## Question

Two rough sizes are worth keeping in mind for a metal with two transition-metal atoms in its cell. Its four s states spread over more than ten electronvolts, which makes a few tenths of a state per electronvolt and cell. Its twenty d states crowd into roughly ten electronvolts, which makes about two.

The table lists the density of states of ordered TiMo in bins 0.2 eV wide, with energies counted from the Fermi level. The columns headed DOS give the parts that belong to four atomic shells; valence p states have no column, so the parts need not add up to the total. In three bins, at −6.55, −3.75 and −2.55 eV, the results are replaced by question marks.

Kohn-Sham density of states of TiMo (Cmmm, conventional a = 3.185, b = 4.660, c = 4.260 Å) per two-atom cell, in 0.2 eV bins from the Fermi level, with Löwdin projections on shells. Ansatz 0.2.0, plane-wave PAW, r2SCAN, scalar-relativistic, no spin polarisation; cutoff 500 eV; k mesh 16×16×10 with 0.1 eV Gaussian smearing, and 24×24×15 with tetrahedra for the density of states.

```
energy (eV)  density of states total (states/eV/cell)  DOS Mo 4d (states/eV/cell)  DOS Ti 3d (states/eV/cell)  DOS Ti 4s (states/eV/cell)  DOS Mo 5s (states/eV/cell)
      -6.55                                         ?                           ?                           ?                           ?                           ?
      -6.35                                      0.08                           0                           0                      0.0400                      0.0300
      -6.15                                      0.11                           0                           0                      0.0500                      0.0400
      -5.95                                      0.13                           0                           0                      0.0600                      0.0500
      -5.75                                      0.15                           0                           0                      0.0600                      0.0600
      -5.55                                      0.18                           0                           0                      0.0700                      0.0700
      -5.35                                      0.20                        0.01                           0                      0.0800                      0.0800
      -5.15                                      0.23                        0.01                           0                      0.0900                      0.0900
      -4.95                                      0.26                        0.02                        0.01                      0.1000                      0.1100
      -4.75                                      0.31                        0.03                        0.01                      0.1100                      0.1300
      -4.55                                      0.34                        0.04                        0.01                      0.1200                      0.1400
      -4.35                                      0.40                        0.06                        0.02                      0.1300                      0.1500
      -4.15                                      0.58                        0.18                        0.05                      0.1600                      0.1700
      -3.95                                      1.21                        0.53                        0.17                      0.2500                      0.2100
      -3.75                                         ?                           ?                           ?                           ?                           ?
      -3.55                                      2.02                        1.13                        0.33                      0.2900                      0.2100
      -3.35                                      2.37                        1.38                        0.45                      0.2800                      0.1900
      -3.15                                      2.60                        1.61                        0.55                      0.2300                      0.1500
      -2.95                                      2.53                        1.61                        0.56                      0.1500                      0.1500
      -2.75                                      2.34                        1.43                        0.59                      0.1000                      0.1600
      -2.55                                         ?                           ?                           ?                           ?                           ?
      -2.35                                      1.40                        0.85                        0.41                      0.0400                      0.0600
      -2.15                                      1.12                        0.68                        0.35                      0.0200                      0.0400
      -1.95                                      2.64                        1.68                         0.8                      0.0300                      0.0700
      -1.75                                      4.07                        2.66                        1.18                      0.0400                      0.1000
      -1.55                                      2.61                        1.67                        0.78                      0.0300                      0.0500
      -1.35                                      2.35                        1.42                        0.76                      0.0400                      0.0600
      -1.15                                      3.11                        1.74                        1.09                      0.0500                      0.1100
      -0.95                                      3.39                        1.82                        1.23                      0.0700                      0.1300
      -0.75                                      2.58                        1.37                         0.9                      0.0800                      0.1100
      -0.55                                      2.47                        1.22                        0.92                      0.0900                      0.1200
      -0.35                                      2.02                        0.82                        0.93                      0.0800                      0.0800
      -0.15                                      2.04                        0.69                        1.06                      0.0900                      0.0700
       0.05                                      2.32                        0.63                        1.33                      0.1200                      0.0600
       0.25                                      2.55                        0.61                        1.54                      0.1300                      0.0600
       0.45                                      1.80                        0.48                        1.02                      0.0800                      0.0500
       0.65                                      1.14                        0.33                        0.59                      0.0500                      0.0300
       0.85                                      0.87                        0.29                        0.42                      0.0300                      0.0200
       1.05                                      0.94                        0.36                        0.45                      0.0200                      0.0200
       1.25                                      1.09                        0.47                        0.51                      0.0200                      0.0200
```

(a) Predict the total density in each of the three bins, with an error bar.
(b) Predict which shells supply it.
(c) Compare with the computed values and account for the differences.

## Model answer

**The lowest bin.** At the foot of the band the table shows only s weight. Here the cell resembles a simple metal such as sodium, whose conduction electrons are nearly free. The number of states up to an energy ε above the band bottom grows as the volume of a sphere in wavevector space, as ε^(3/2), so the density grows as √ε. The likeness fades on the way up and is lost near −4 eV, where d states enter in large numbers; sodium has none among its occupied levels.

If the density follows a root, its square follows a straight line. Such a line, fitted to the four lowest known bins, reaches zero at −6.60 eV, which would place the start of the band inside the bin in question. At the bin's upper edge, 0.15 eV above this estimated bottom, the density should be about 0.06 states/eV/cell. A root averages two thirds of its final value, and only 0.7 of the bin lies above the bottom, so the mean is 0.06 × 2/3 × 0.7 ≈ 0.03.

**The two inner bins.** Here no simple law holds, because many d bands overlap. The best guide is the run of the neighbouring bins, two on each side, joined by a cubic curve. For evenly spaced bins its middle value is four times the sum of the near neighbours, less the sum of the far ones, divided by six. At −3.75 eV this gives

(4 × (1.21 + 2.02) − (0.58 + 2.37)) / 6 = 1.66 states/eV/cell.

The same rule gives 1.89 at −2.55 eV.

**The count of electrons.** Titanium brings four valence electrons and molybdenum six, so the occupied bins must hold ten. The known ones hold 9.28, which leaves 0.72 electrons for the three hidden bins. Divided by the bin width, that is a summed density of 3.6, and the three estimates add up to the same figure. The closeness of this agreement should not impress, since moving the Fermi level by 0.02 eV would change the required sum by 0.2.

**The error bars.** Tried on known bins in the d range, the cubic rule has a typical (rms) miss of 0.4 states/eV/cell. Its worst failure is the sharp peak at −1.75 eV, which no smooth curve through the neighbours could foresee. The count helps, because it fixes the sum: if one inner estimate is too low, the other must be too high by nearly as much. This narrows the bar to 0.3.

**The shells.** When two atomic levels combine, the lower, bonding state leans towards the atom with the deeper level, and the upper state towards the other. Along a transition series the d level sinks, because each added proton is only partly screened. Molybdenum stands two groups to the right of titanium, which suggests that its 4d level lies below titanium's 3d in the alloy. The two metals belong to different series, however, so this rule alone cannot settle the order. The known rows support it: Mo 4d dominates the lower d peaks, while Ti 3d leads from −0.35 eV upward. The shell columns beside the hidden bins then supply the figures.

| Energy (eV) | Total density (states/eV/cell) | s weight (states/eV/cell) | d character |
|---|---|---|---|
| −6.55 | 0.03 ± 0.02 | all of it | none |
| −3.75 | 1.66 ± 0.3 | 0.51 ± 0.1 | Mo 4d about three times Ti 3d |
| −2.55 | 1.89 ± 0.3 | 0.18 ± 0.1 | Mo 4d about twice Ti 3d |

The bars on the lowest bin and on the s weights are set by judgement. The computed rows are these.

The withheld rows as computed:

```
energy (eV)  density of states total (states/eV/cell)  DOS Mo 4d (states/eV/cell)  DOS Ti 3d (states/eV/cell)  DOS Ti 4s (states/eV/cell)  DOS Mo 5s (states/eV/cell)
      -6.55                                      0.05                           0                           0                      0.0200                      0.0200
      -3.75                                      1.80                        0.91                         0.3                      0.3000                      0.2300
      -2.55                                      1.77                        1.08                        0.49                      0.0600                      0.1000
```

**Comparison.** At −6.55 eV the calculation gives 0.05, at the very edge of the forecast range. The estimate is 40 % below the computed value, although the difference is only 0.02 states/eV/cell. At −3.75 eV the forecast is 8 % too low, and at −2.55 eV it is 7 % too high. Both inner misses lie well inside their bars, and the forecasts of the shells hold as well.

## Remarks on the reasoning

**Why the lowest bin is the hardest in relative terms.** Its small content depends strongly on where the band starts. The fit placed the start inside the bin, but the band energies of the same calculation put the lowest valence state at −6.739 eV, below it. States are therefore present throughout the bin, while the forecast left about a quarter of it empty. The fit went wrong because the root law holds only close to the bottom. Higher up the band flattens, and the density grows faster than a root. A straight line through the squares of those higher densities then reaches zero above the true start.

**Why the inner misses have opposite signs.** The count leaves almost no room for anything else: it ties the two errors together but cannot divide the electrons between the bins. The division rested on the cubic curve, and there the density behaved alike in both places. It made more than half of its change in the first step and less in the second, rising from 1.21 to 1.80 before reaching 2.02. The cubic spread the change more evenly. Kinks of this kind arise where a single band begins, ends or has a saddle, but no particular band has been traced here.

**Equal densities need not mean equal states.** The two inner bins have nearly the same total, 1.80 and 1.77 states/eV/cell. Yet s states supply 0.53 of the first and only 0.16 of the second, or 29 % against 9 %. The first bin lies where the s band runs into the bottom of the d bands. The second lies on the far side of the first d peak, where little s weight remains.

**Where the s weight goes.** Continuing the root law upward shows how far the metal departs from its free-electron beginning. At −3.35 eV the s weight is 1.6 times what the law gives; at −2.15 eV it is less than a fifth. Mixing with d states is a likely source of the surplus, since s and d orbitals on neighbouring atoms form bonding states that collect near the bottom of the d range. Mixing is also the likelier cause of the later loss, because it moves s weight to other energies. A nearly free-electron band can lose s weight in another way, by turning to p character as its wavevector grows. At −2.15 eV, however, the four listed shells supply all but 0.03 of the total of 1.12 states/eV/cell, which leaves little room for p states.

**What carries over.** Each piece of knowledge restores a different feature of the curve. Free-electron reasoning gives the rough size of the density at the band foot, neighbouring bins give the gross shape, and the number of valence electrons gives the total area. With the computed bins put in, the area comes to 10.01 electrons, as it should within rounding. When several bins are missing, a narrow peak in one of them remains out of reach of all three, because electrons can be moved between the missing bins without changing the area.

For a related ordered alloy, the same questions can be asked in the same order: where the s band begins, which atom has the deeper d level, and how many electrons must be housed. The answers give the orbital order and the filling; the fine structure needs the band calculation. The printed analysis below gives the estimates, the trial of the cubic rule and the misses.

Output of the analysis:

```
band bottom from the four lowest known bins, eV from the Fermi level: -6.595
strength of the root law over that of free electrons in the same cell: 0.7565
electrons in the known occupied bins, per cell: 9.284
sum of missing bins by the count less sum by foot and cubic, states/eV/cell: 0.003283
rms miss of the cubic rule on known d-range bins, states/eV/cell: 0.3891
error bar of the two inner forecasts, states/eV/cell: 0.2959
forecast total at -6.55, -3.75, -2.55 eV, states/eV/cell: 0.03005, 1.663, 1.887
computed total at the same bins, states/eV/cell: 0.05, 1.8, 1.77
forecast less computed total, states/eV/cell: -0.01995, -0.1367, 0.1166
forecast s weight at the same bins, states/eV/cell: 0.03005, 0.5067, 0.18
computed s weight, states/eV/cell: 0.04, 0.53, 0.16
forecast less computed s weight, states/eV/cell: -0.00995, -0.02333, 0.02
forecast ratio Mo 4d to Ti 3d at -3.75 eV: 3.32
forecast ratio Mo 4d to Ti 3d at -2.55 eV: 2.28
computed ratio Mo 4d to Ti 3d at -3.75 eV: 3.033
computed ratio Mo 4d to Ti 3d at -2.55 eV: 2.204
s weight over the continued root law at -3.35 eV: 1.601
s weight over the continued root law at -2.15 eV: 0.1747
electrons per cell with the computed missing bins put in: 10.01
```
